Yttrium in Cs₂LiYCl₆ is formally a triply charged ion surrounded by chloride, and an electron added to such a salt might be pictured as nearly free, roaming through the space between the closed shells. Its band would then be a single, s-like one, lowest at the centre of the Brillouin zone, Gamma, and higher the farther a corner lies from it. That picture works for the lowest empty band of many simple salts. Here it fails, and the way it fails shows which orbital takes its place.

Kohn–Sham bands of Cs₂LiYCl₆ (Fm-3m, unrelaxed 10-atom cell), computed with Ansatz 0.2.0 using the r2SCAN functional, plane waves and generated PAW datasets. The calculation is scalar-relativistic and not spin-polarized, with a 500 eV cutoff, a 4×4×4 k-mesh and Fermi–Dirac filling of width 0.1 eV.

```
k-point  coordinates (reciprocal vectors of the computed cell, not always the standard one)  band v1 (eV from the Fermi level)  band c1 (eV from the Fermi level)  band c2 (eV from the Fermi level)  c1 less v1 (eV)
  Gamma                                                                               0 0 0                              -2.74                               2.71                               2.71             5.45
      X                                                                           0.5 0 0.5                              -2.76                               2.82                               3.23             5.58
      U                                                                    0.625 0.25 0.625                              -2.87                               2.90                               3.15             5.77
      K                                                                    0.375 0.375 0.75                              -2.87                               2.90                               3.15             5.77
      L                                                                         0.5 0.5 0.5                              -3.03                               2.90                               2.97             5.93
      W                                                                       0.5 0.25 0.75                              -2.99                               3.01                               3.01             6.00
```

In the table, band v1 is the highest filled band and bands c1 and c2 are the two lowest empty ones. The zero of energy lies at an arbitrary height inside the gap, so only differences carry meaning. The listed points are called corners here for short, though strictly only W is one. U and K are equivalent by symmetry and count as a single point.

The first sign of trouble is the size of the rise. A free electron would gain about 1.7 eV between Gamma and the outermost corner, W, while band c1 gains only 0.3 eV. Taken alone, this could be repaired by giving the electron a larger effective mass. The order of the corners is harder to repair: L is nearer to Gamma than X is, yet band c1 lies higher at L, by 0.08 eV.

A more careful version of the same idea places one round s orbital on each yttrium and lets it interact with its twelve nearest neighbours on the face-centred cubic lattice of yttrium ions. At X, the electron wave has the same sign on four of these neighbours as on the central orbital, and the opposite sign on the other eight. At W the phases are different, but they add up to the same sum, so the s band must have the same energy at both corners. The calculation puts them 0.19 eV apart, which is well over half of the band's entire rise.

The strongest evidence against the s orbital needs no fit. At Gamma and again at W, bands c1 and c2 have the same energy. A single round orbital gives one level at each point and has no partner to share it with. The orbital that carries the band must therefore belong to a set.

Chemistry offers two such sets, because the empty shell of Y³⁺ that lies lowest in a chloride is 4d. The six chlorides around each yttrium split it into a pair, called eg, whose lobes point at the chlorides, and a triplet, called t2g, whose lobes point between them. Ligand-field theory puts the triplet lower, since its orbitals mix less strongly with those of the ligands and are pushed up less. The bands at the corners allow this to be checked, because each set has its own way of splitting.

At L the wave runs along a body diagonal of the cube, and the three cube axes remain equivalent. An eg pair then has to stay together, whereas a triplet divides into one level and a pair. At W one cube axis is singled out: the eg pair has no reason to stay together, but the two t2g orbitals that contain this axis still form a pair. The table shows bands c1 and c2 apart by 0.07 eV at L and equal at W, the pattern of the triplet at both corners.

The triplet also explains the odd order of the corners. Take the t2g orbital called xy, which lies flat in the xy plane like a four-leaf clover. Its leaves point along the face diagonals, straight at the four nearest yttrium ions in that plane, and it barely notices the eight neighbours above and below. What matters for its energy is whether those four are in phase with it.

Opposite leaves of the clover have the same sign, so the leaves of two neighbours that face each other match when the ions are in phase. At Gamma all neighbours are in phase, and the energy is low. At X the wave changes sign from layer to layer, but one of the three orbitals lies within a layer and still finds its four neighbours in phase. This orbital feels the wave only through the eight neighbours that it barely notices, which is why X is the lowest corner after Gamma. At L and W no orbital of the set is so lucky: for the lowest levels the contributions of the four in-plane neighbours cancel, and the band rises towards its centre of gravity.

The argument becomes quantitative with two hopping energies, t1 to the four neighbours in the orbital's plane and t2 to the other eight. For the xy orbital the energy is

E = e0 + 4·t1·cx·cy + 4·t2·cz·(cx + cy)

where e0 is the centre of the bands and cx stands for cos(kx·a/2), with kx a component of the wave vector and a the cube edge; cy and cz are defined likewise. The other two orbitals follow by exchanging the axes. At Gamma every cosine is 1, and at X one of them is −1. This gives

Gamma: e0 + 4·t1 + 8·t2
X, single level: e0 + 4·t1 − 8·t2
X, pair: e0 − 4·t1

The table lists only two empty bands, so the third level at Gamma and the second level of the pair at X are assumed, not seen. Setting the three expressions equal to the tabulated energies yields e0 = 3.00 eV, t1 = −0.058 eV and t2 = −0.007 eV. The in-plane hopping is about eight times the other, as the shape of the clover suggests.

The corner K had no part in fixing these values and can serve as a test. There two of the cosines are −0.71 and the third is 1, so that the lowest level should be

E(K) = 3.00 + 2·(−0.058) − 5.7·(−0.007) = 2.92 eV

The calculation gives 2.90 eV. The second band at K and the double level at W, which were not used either, come out equally close.

A third, small hopping mixes different orbitals of the triplet, and its size was taken from the splitting at L. The height of the two levels at L is then a further test, and here the model does worst. It puts both of them 0.05 eV too high, a sixth of the whole rise of band c1, and so places L slightly above K where the calculation finds them level. Interactions beyond the nearest neighbours are a plausible reason, though this was not tested.

For comparison, an s band with two adjustable constants was fitted to band c1 at the five distinct corners; the output printed below sets it beside the triplet. Its typical miss is 0.06 eV, against 0.03 eV for the triplet. This difference alone would not settle the matter, since the triplet has four constants and some of the corners were used to fix them. What settles it is that the triplet accounts for two bands at once, including where they meet and where they part.

One gap in the symmetry argument has to be closed. Three p orbitals would split into the same groups at every corner, so degeneracies cannot tell them from t2g. Each of them, however, points along a cube axis, at 45° to the lines that lead to eight of the twelve neighbouring yttrium ions, and hopping along these lines mixes the orbitals strongly. With the values of t1 and t2 found above, simple hopping between p orbitals would split the levels at L by about 0.6 eV, nearly nine times what the table shows. The clover leaves of t2g point straight at the neighbours, and little mixing is needed.

The numbers thus favour a triplet of t2g shape, and standard chemistry assigns it to yttrium 4d. How the electron gets from one yttrium to the next is less certain. Neighbouring ions are about 7.5 Å apart, a long way for two d orbitals to overlap directly, and the hopping probably runs through the chlorides in between. The fitted hopping energies contain all such routes and do not separate them, so the facing leaves may be only part of the reason why t1 is negative and large beside t2. The test against p orbitals assumed direct hopping, so it counts as support for t2g, not as proof.

The empty band is only half of the story of the gap. From Gamma to W the distance between bands v1 and c1 grows by 0.55 eV, of which 0.30 eV comes from the rise of band c1 and the remainder from the fall of band v1, a band of mainly chlorine 3p character. The smallest gap, 5.45 eV, is at Gamma, where both edges lie. It is a difference of Kohn-Sham levels, which for wide-gap halides usually falls short of the true gap, and should not be read as the energy of an absorption edge.

Spin-orbit coupling, which this calculation leaves out, could rival the small splitting at L. At Gamma it should lift the third level of the triplet above the other two, which stay together, and at W it should split the pair. The full pattern of coincidences therefore belongs to the orbitals without their spin, and it is the shape of the orbitals that it reveals. For a narrow band of this kind, the useful question at each corner is not how far it lies from the centre, but whether the neighbours at which the lobes point are in phase.

Printed output of the fit:

```
Changes from Gamma:
    row  distance from Gamma (Gamma-X = 1)  rise of c1 (eV)  fall of v1 (eV)  c2 less c1 (eV)
  Gamma                                  0                0                0                0
      X                                  1             0.11             0.02             0.41
      U                              1.061             0.19             0.13             0.25
      K                              1.061             0.19             0.13             0.25
      L                              0.866             0.19             0.29             0.07
      W                              1.118              0.3             0.25                0
Free-electron rise from Gamma to W (eV): 1.685
c1 at W less c1 at X (eV), zero for an s band with nearest-neighbour hopping: 0.19
fit of c1 on 5 rows (once == 1): constant 2.869 +/- 0.036, coefficient of fs -0.01262 +/- 0.0058; rms 0.0622, worst X 0.0993, leave-one-out rms 0.111
  rows outside the fit (model, value, miss): U 2.915, 2.9, 0.015
Centre of the t2g bands (eV from the Fermi level): 2.997
Hopping t1 within the plane of the orbital (meV): -58.13
Hopping t2 to the other eight neighbours (meV): -6.875
Mixing hopping t3 (meV): 5.833
Models against the table:
    row  s band c1 (eV)  t2g model c1 (eV)  miss in c1 (eV)  t2g model c2 (eV)  miss in c2 (eV)
  Gamma           2.717               2.71       -8.882e-16               2.71       -8.882e-16
      X           2.919               2.82       -4.441e-16               3.23                0
      U           2.915               2.92          0.02014              3.156         0.005903
      K           2.915               2.92          0.02014              3.156         0.005903
      L           2.869              2.951          0.05083              3.021          0.05083
      W           2.919              3.025            0.015              3.025            0.015
Rms miss of the t2g model in c1, U left out (eV): 0.02536
Largest miss of the t2g model in either band (eV): 0.05083
Splitting at L that a p triplet would need (eV): 0.615
Splitting at L in the table (eV): 0.07
```
